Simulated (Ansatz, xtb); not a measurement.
Two isomers of GeH7SiTe+

Structure I is `[GeH3][SiH2][TeH2+]`, a singlet and structure II is `[SiH3][GeH2][TeH2+]`, a singlet. Both are isolated ions in the gas phase, relaxed with r2SCAN-D4/def2-SVP; the shapes shown needn't be the lowest conformers.

I (Å):

```
atom    x (Å)    y (Å)    z (Å)
  Ge  -0.7330   0.5549  -0.4524
  Si  -0.5370   0.0605   1.8781
  Te   0.8916  -2.1491   2.1907
   H  -1.4224  -0.6471  -1.0991
   H   0.6891   0.7447  -0.9815
   H  -1.5682   1.8299  -0.5493
   H   0.2965   0.9605   2.7227
   H  -1.7559  -0.3825   2.6102
   H   2.0614  -1.6747   1.0974
   H   0.0758  -2.9734   0.9891
```

II (Å):

```xyz
10

Ge   -0.6902   -0.0077    1.8683
Si   -0.7103    0.5429   -0.4606
Te    0.9589   -2.1370    2.1743
H    -1.2071   -0.6694   -1.1650
H     0.6979    0.8600   -0.8199
H    -1.6216    1.7091   -0.5988
H     0.0151    0.9258    2.8581
H    -1.9345   -0.6350    2.5060
H     2.1483   -1.4894    1.1979
H     0.3137   -2.9569    0.8710
```

Quicker runs give these differences E(II) − E(I): GFN2-xTB −11.6 kcal/mol; HF/STO-3G +6.3 kcal/mol (at GFN2-xTB geometries); r2SCAN-D4/def2-SVP//GFN2-xTB −2.9 kcal/mol.

Question: Which of the two would you expect CCSD(T)/def2-SVP + ΔMP2/def2-TZVPP electronic energies to favour?

Answer: Structure II; the calculation gives E(II) − E(I) = −4.6 kcal/mol.

Level by level:

```tsv
level	geometry	E(II) − E(I) (kcal/mol)	departure from the last row (kcal/mol)	job, with rough time for the two
GFN2-xTB	GFN2-xTB	−11.6	−7.0	optimisation, 0.34 s
HF/STO-3G	GFN2-xTB	+6.3	+10.9	single point, 1.8 s
r2SCAN-D4/def2-SVP//GFN2-xTB	GFN2-xTB	−2.9	+1.6	single point, 7.8 s
r2SCAN-D4/def2-SVP	r2SCAN-D4/def2-SVP	−4.2	+0.3	optimisation, 1.7 min
HF/def2-SVP	r2SCAN-D4/def2-SVP	−5.4	−0.8	part of the CCSD(T) run
MP2/def2-SVP	r2SCAN-D4/def2-SVP	−4.7	−0.2	part of the CCSD(T) run
CCSD(T)/def2-SVP	r2SCAN-D4/def2-SVP	−4.7	−0.1	single point
CCSD(T)/def2-SVP + ΔMP2/def2-TZVPP	r2SCAN-D4/def2-SVP	−4.6		single point, 74 s
```

As drawn, II has 1 Ge–Te, 1 Si–H in place of 1 Si–Te, 1 Ge–H.

HF/STO-3G puts the two in the other order. The largest departure from CCSD(T)/def2-SVP + ΔMP2/def2-TZVPP is that of HF/STO-3G, 10.9 kcal/mol. The last row adds to CCSD(T) the change of the MP2 difference between the two basis sets, here +0.1 kcal/mol.

With harmonic frequencies from r2SCAN-D4/def2-SVP (ideal gas, rigid rotor, one conformer each, 600 K, 1 atm): the zero-point term adds 0.0 kcal/mol; ΔH is −4.4 and ΔG −4.6 kcal/mol.

The correlated steps freeze 18 core orbitals; the filled d shell of Ge and Te is correlated, in a basis made for valence electrons. Atoms past krypton carry core potentials in the def2 sets, other sets are all-electron and non-relativistic, and no spin–orbit term is included. Codes used: Ansatz 0.2.0, xtb 6.7.1; the last row on 2 threads of Arm Neoverse N1 on a shared host.

Structure II is favoured at every level except HF/STO-3G. The main reason is probably the stronger Si–H bond: moving tellurium from silicon to germanium exchanges a Ge–H bond for a Si–H bond, and this outweighs any loss in replacing Si–Te by Ge–Te. The charge works in the same direction. Each ion can be viewed as TeH2 donating a lone pair to a silylium or germylium centre, and germanium generally gives up hydride more readily than silicon to become that centre. The rather long bonds to tellurium in both structures fit this dative picture.

Hartree–Fock already gives −5.4 kcal/mol in the def2-SVP basis, so the preference doesn't depend on electron correlation, whose contributions largely cancel between such similar sets of bonds. The reversed sign with STO-3G therefore points mainly to the inflexible minimal basis, which describes polar bonds to heavy elements unevenly. The energy difference shows which isomer is lower, but not whether the two can interconvert readily.
